**Q:** I have a calculated table for cubic Ti₃Al at nine volumes. One column is headed "electrons outside these shells". Are these electrons that have left their atoms?

Cubic Ti₃Al (Fm-3m, four atoms per cell), calculated with Ansatz 0.2.0 using PBEsol, PAW and collinear spin, a plane-wave cutoff of 420 eV, a 12×12×12 k mesh and Gaussian smearing of 0.1 eV. The last column is the 39 electrons treated per cell minus the Löwdin populations of the Ti 3s, 3p, 3d and 4s and Al 3s and 3p shells.

| volume (Å³/atom) | shortest distance (Å) | electrons outside these shells (e) |
| --- | --- | --- |
| 14.304 | 2.649 | 0.260 |
| 14.791 | 2.678 | 0.270 |
| 15.279 | 2.708 | 0.280 |
| 15.767 | 2.736 | 0.290 |
| 16.254 | 2.764 | 0.300 |
| 16.742 | 2.791 | 0.310 |
| 16.877 | 2.799 | 0.320 |
| 17.229 | 2.818 | 0.320 |
| 17.880 | 2.853 | 0.340 |

**A:** No, they are electrons that a particular way of counting fails to assign. The calculation yields electron waves that spread through the whole crystal. To speak of atoms, one compares these waves with a fixed list of atomic shells: 3s, 3p, 3d and 4s on titanium, 3s and 3p on aluminium. What the list can't reproduce is left over, and the column gives that remainder for the cell of four atoms. It stays below one percent of the 39 electrons treated.

**Q:** Then why does it grow when the crystal expands?

**A:** Theory offers two reasons, and both may be at work. The first concerns the kind of state that the electrons occupy. The s and p states of a metal are spread out and feel the squeeze of their neighbours strongly, whereas d states are compact and feel it less. Compression therefore raises the s and p states relative to the d states and drives electrons into the d shell. Expansion lets them return.

Some of the returning electrons may take on titanium 4p character. That shell is not on the list, so whatever part of it the neighbours' shells can't describe would land in the remainder.

**Q:** Do the numbers support that?

**A:** They agree with it in direction. From the smallest to the largest volume, the titanium 3d population of the same calculations falls by 0.53 electrons per cell. Aluminium 3s and 3p together gain 0.20 and titanium 4s gains 0.08. The remainder also gains about 0.08. No 4p population was computed, so the last step of the argument remains an inference.

**Q:** And the second reason?

**A:** It lies in the counting itself. The shells of neighbouring atoms reach into the space between them, and where many tails overlap, their combinations can describe the density there quite well. As the atoms move apart the tails overlap less, and more of that density may escape the description.

One shell shows that the counting does shift. Titanium 3s lies deep and is full at every volume here, yet its population appears to grow by 0.14 electrons per cell. Such a change can hardly be a real transfer of charge. The 3d loss may therefore be partly a matter of counting too, and the table can't tell how much of the column's rise belongs to each reason.

**Q:** Could magnetism be behind it? I see that the calculation allowed for spin.

**A:** It may contribute. The magnetic moment grows along with the volume, and of the rise in the remainder about 0.065 electrons lie in the majority spin and only 0.014 in the minority spin. To separate the two influences one would need the same volumes with the moment held fixed, and those calculations are not at hand. The estimate below therefore describes expansion together with the growth of the moment that comes with it.

**Q:** I only need a number for a given volume. Can I get it with pencil and paper?

**A:** Yes, because the volume changes by only about a tenth either way from equilibrium. Over so short a stretch a smooth curve is close to its tangent, so two numbers are enough: a starting value and a slope. The natural starting point is the volume at which the calculated pressure nearly vanishes, 16.25 Å³ per atom, where the table gives 0.30. The slope comes from a straight line fitted to all nine volumes, using sums of the shell populations that are finer than the printed column:

$$N \approx 0.30 + 0.022\,(V - 16.25)$$

Here $N$ is the number of electrons outside the shells per cell, and $V$ is the volume in Å³ per atom. In everyday terms, each three percent of expansion adds about one hundredth of an electron.

**Q:** Please work it through for one compressed and one stretched crystal.

**A:** Take the compressed one at 15.279 Å³ per atom. It lies 0.97 below the starting volume, and 0.97 times 0.022 is 0.021. Subtracting this from 0.30 gives 0.279, and the table has 0.28.

The stretched one at 17.880 lies 1.63 above the starting volume. The product is now 0.036, so the estimate is 0.336, against 0.34 in the table. Both volumes were part of the fit, so the agreement shows how straight the curve is and does not test a prediction.

**Q:** Wouldn't it be simpler to say that the remainder is proportional to the volume?

**A:** It would, and for compressed crystals that works about as well. On the stretched side it falls behind, and at the largest volume it is too low by 0.010 electrons. Part of that miss comes from the starting value, which was rounded down. The main reason is that the remainder grows somewhat faster than the volume: ten percent of expansion from equilibrium raises it by about twelve percent. The remainder thus does not behave like a filling whose density stays the same as the crystal expands, which is the picture that proportionality would suggest.

**Q:** How far can I trust the straight line?

**A:** Within the table it stays within 0.007 electrons of every printed value. The largest miss, at 16.877 Å³ per atom, comes mostly from the rounding of the column to hundredths. The same rounding makes 0.32 appear twice, although the finer sums keep rising. Against those sums the rule is always slightly low, by at most 0.004, mainly because its starting value was rounded down. The printed output after this exchange lists the misses volume by volume.

**Q:** And outside the table?

**A:** There the line loses its footing. The slope is already a little steeper above equilibrium than below it, 0.023 against 0.021, so a longer line would drift away from the curve. Much further out the trend should even reverse, since well-separated atoms are described almost completely by their own shells. Nothing in these nine volumes shows where that turn would begin.

**Q:** May I use the two constants for the Ti₃Al in my plant?

**A:** I would not. The usual form of Ti₃Al is hexagonal, while this crystal is cubic, and another list of shells would change the constants even for the same crystal. What you can carry over is the way of reasoning. Ask which shells the list lacks, whether expansion moves electrons towards them, and how well neighbouring shells still cover the space between the atoms. If the answers match those given here, a rise is a reasonable guess, but its size has to be calculated anew.

Output of the analysis:

```
fit of fine on 9 rows: constant 0.303 +/- 0.00016, coefficient of dv 0.022 +/- 0.00014; rms 0.000423, worst 17.88 -0.000838, leave-one-out rms 0.000632
Electrons outside the shells (e) and pressure (GPa):
     row  printed   finer    rule  rule less printed  rule less finer  proportional less finer  pressure
  14.304     0.26  0.2607  0.2572          -0.002812        -0.003512                 0.003309     18.75
  14.791     0.27  0.2709  0.2679          -0.002098        -0.002998                 0.002097        13
  15.279     0.28  0.2815  0.2786          -0.001362        -0.002862                0.0005044     8.022
  15.767     0.29  0.2919  0.2894          -0.000626        -0.002526               -0.0008886     3.714
  16.254      0.3  0.3025  0.3001            8.8e-05        -0.002412                  -0.0025    -0.013
  16.742     0.31  0.3134  0.3108           0.000824        -0.002576                -0.004393    -3.237
  16.877     0.32  0.3165  0.3138          -0.006206        -0.002706                -0.005001    -4.051
  17.229     0.32  0.3244  0.3215           0.001538        -0.002862                -0.006404    -6.022
   17.88     0.34  0.3396  0.3359           -0.00414         -0.00374                -0.009589     -9.16
Largest miss of the rule against the printed column (e): 0.006206
Largest miss of the rule against the finer values (e): 0.00374
Largest miss of the proportional rule against the finer values (e): 0.009589
Rule: change for 3 percent of the equilibrium volume (e): 0.01073
Slope from smallest to equilibrium volume (e per Å³/atom): 0.02144
Slope from equilibrium to largest volume (e per Å³/atom): 0.02282
Largest share of the 39 electrons outside the shells (percent): 0.8708
Rise in the majority spin, smallest to largest volume (e): 0.06535
Rise in the minority spin, smallest to largest volume (e): 0.01355
Change of Ti 3d population, smallest to largest volume (e per cell): -0.5292
Change of Ti 3s population (e per cell): 0.1431
Change of Ti 4s population (e per cell): 0.0762
Change of Al 3s and 3p population (e per cell): 0.1973
```
